Q: I compared several methods for aluminium nitride, and PBE worries me twice over. Its crystal is larger and softer than that of r2SCAN, and its band gap is smaller. I think it is one fault seen from two sides: PBE binds the atoms too loosely, and loosely bound atoms give a small gap.

Bulk AlN (space group P6_3mc, 4-atom cell), computed with several programs by the methods named, without spin polarization or spin-orbit coupling. Band gaps are for the cell relaxed with r2SCAN; volumes come from each method's own relaxation or energy curve, and bulk moduli hold the cell shape fixed. Rows with 128 atoms use a periodic 4×4×2 supercell at the zone centre.

```csv
name,kind,band gap (eV),volume per atom (Å³),bulk modulus (GPa),atoms computed
PBE coarse-settings,low cutoff and mesh,4.063,n/a,n/a,4
PBE,semilocal,4.232,10.645,193.50,4
PBE SZV,small basis,4.303,11.344,167.50,4
r2SCAN,semilocal,4.880,10.403,210.90,4
GFN1-xTB tblite,tight binding,0.690,n/a,n/a,128
GFN2-xTB tblite,tight binding,2.538,10.744,157.20,128
GLLB-SC,model potential,6.078,n/a,n/a,4
PBE DZVP,small basis,4.358,10.618,189.00,4
PM7,semi-empirical,9.714,n/a,n/a,128
PM6,semi-empirical,12.556,n/a,n/a,128
PBE sz-orbitals,small basis,3.895,n/a,n/a,4
```

A: The idea is reasonable, because stretching AlN does shrink its gap. Look, though, at the cell on which the gaps were computed. It is the same for every row, the one relaxed with r2SCAN. PBE gives 4.23 eV there and r2SCAN gives 4.88 eV, so the difference of 0.65 eV arises with the atoms in identical places.

Q: Then what would happen if I let PBE relax to its own volume?

A: The gap would fall further. A fractional change of volume shifts the gap of AlN by roughly −9 eV times that fraction, a coefficient I only recall. PBE's volume is 2.3 % larger, which makes the shift about −0.2 eV. A loose lattice would therefore add to the gap error of a fully relaxed PBE calculation, but it is not the source of the error in this table.

Q: So is the larger volume harmless?

A: Not for the stiffness. Think of a diatomic molecule pulled apart by a weak, steady force. The bond lengthens, and at its new length it is softer, because the repulsion between the atoms, which makes the bond stiff, fades quickly with distance. The force itself adds no curvature to the energy; it only moves the resting point to a softer part of the same curve.

PBE may differ from r2SCAN in much the same way. On the common cell r2SCAN is at rest, while PBE still pushes outward with a pressure of about 4.6 GPa. If that push hardly changes with volume, the PBE modulus should be the r2SCAN modulus read off at the larger PBE volume. The comparison with the molecule holds only as long as the push is steady, and it concerns the stiffness, not the gap.

Q: Can you turn that into a number?

A: Call the bulk modulus $B$, the volume per atom $V$ and the pressure $P$. By definition $B=-V\,dP/dV$. For most solids $B$ rises with pressure at a nearly constant rate $B'=dB/dP$, typically about 4. Combining the two gives $dB/dV=-B'B/V$, so $B$ varies as $V^{-B'}$. Starting from the r2SCAN row, the estimate for PBE is

$$B=210.9\ \text{GPa}\times\left(\frac{10.403}{10.645}\right)^{4}\approx 192\ \text{GPa}.$$

The PBE calculation itself gives 193.5 GPa, a value that did not enter the estimate. With $B'$ anywhere between 3 and 5 the result would lie between 197 and 188 GPa, so the agreement doesn't hang on the exact choice. The larger volume is thus enough to account for PBE being softer than r2SCAN.

Q: Does the same rule work for the other methods?

A: Only where the method differs from r2SCAN by little more than a steady push. PBE with the DZVP basis comes out within about 3 %. The smaller SZV basis should give 149 GPa but gives 168, so it is stiffer than its swollen volume implies. GFN2-xTB errs the other way: its volume is close to PBE's, yet its modulus is only 157 GPa. A good volume is therefore no guarantee of a good stiffness, since the first tells where the minimum lies and the second how sharply the energy curves there.

Q: Back to the gap, then. If the lattice is not to blame, perhaps my PBE calculation is simply unfinished. A finer mesh or a larger basis might open the gap.

A: The table lets you judge how much such choices matter. Five rows use PBE with different cutoffs, meshes, basis sets and treatments of the atomic cores, and their gaps spread over 0.46 eV. The highest lies only 0.13 eV above the standard PBE row. The measured gap, as I recall it, is near 6.1 eV, which leaves PBE about 1.9 eV short.

The SZV and DZVP rows make the point most clearly. Going from SZV to DZVP shrinks the volume by 6.4 %, a large repair, yet the gap on the common cell moves by less than 0.1 eV. A sensible gap is therefore poor evidence of a good basis. Nor is every small basis so lucky: the sz-orbitals row lies 0.34 eV below standard PBE.

Q: That leaves the functional itself. What does PBE get wrong?

A: It undercharges for the extra electron. The true gap is the energy needed to take an electron out of the full valence band, less the energy gained when one is added to the empty conduction band. In exact Kohn–Sham theory the potential jumps upward by a constant as soon as an electron is added beyond the full band. This jump, the derivative discontinuity, belongs to the true gap but not to the difference between the band energies.

PBE builds its exchange-correlation potential only from the local density and its derivatives. One electron spread over a large crystal changes these by almost nothing, so the potential can't jump. r2SCAN also uses the kinetic energy density, which is built from the orbitals, and it can therefore shift a filled and an empty state differently even where their densities are alike. Theory says that this recovers part of the jump. GLLB-SC goes further and estimates the jump explicitly.

Q: And the gaps follow that order?

A: They do: 4.23 eV for PBE, 4.88 for r2SCAN and 6.08 for GLLB-SC, all on one cell. The numbers show that the choice of potential outweighs the numerical settings. That the missing jump is the main reason is what theory leads us to expect; the table can't confirm it, since it doesn't split any gap into its parts.

For a deep-ultraviolet emitter the difference is far from academic. A photon with the energy of the PBE gap has a wavelength of 293 nm; with the GLLB-SC gap it is 204 nm. Between these wavelengths a perfect AlN layer would look absorbing in one calculation and transparent in the other. Excitons and temperature shift the real absorption edge, but by much less than this.

Q: PM7 and PM6 give 9.7 and 12.6 eV. Do they charge too much for the extra electron?

A: Yes, their gaps are of the Hartree–Fock kind. An electron in an empty orbital is repelled by all the others, while one in a filled orbital doesn't repel itself, and that drives the two apart. In a real crystal the surrounding electrons shift to screen the newcomer and make its place cheaper. Hartree–Fock orbital energies leave this screening out, so the gap becomes far too wide. How much of the excess comes from the fitted parameters of PM6 and PM7 can't be told from these two rows.

Q: The tight-binding methods fail in the opposite direction. GFN1-xTB almost closes the gap.

A: It would be tempting to blame their small basis. But SZV is a minimal basis, and with PBE it gives 4.30 eV. Few basis functions alone do not collapse the gap of AlN. My suspicion falls on the energy parameters, which were fitted to molecules, though no row tests that separately.

Q: Then GLLB-SC has the right answer, since it lands almost on the measured value.

A: Be careful about what the two values describe. The calculation holds the atoms still, whereas in the real crystal they vibrate even at the lowest temperature, and this narrows the gap of AlN by a few tenths of an electronvolt, as far as I recall. A perfect calculation with fixed atoms should therefore land clearly above the measured gap, by about that amount, and GLLB-SC does not. Whether its estimate of the jump is too small, or its bands are off before the jump is added, is the question I would take up next.
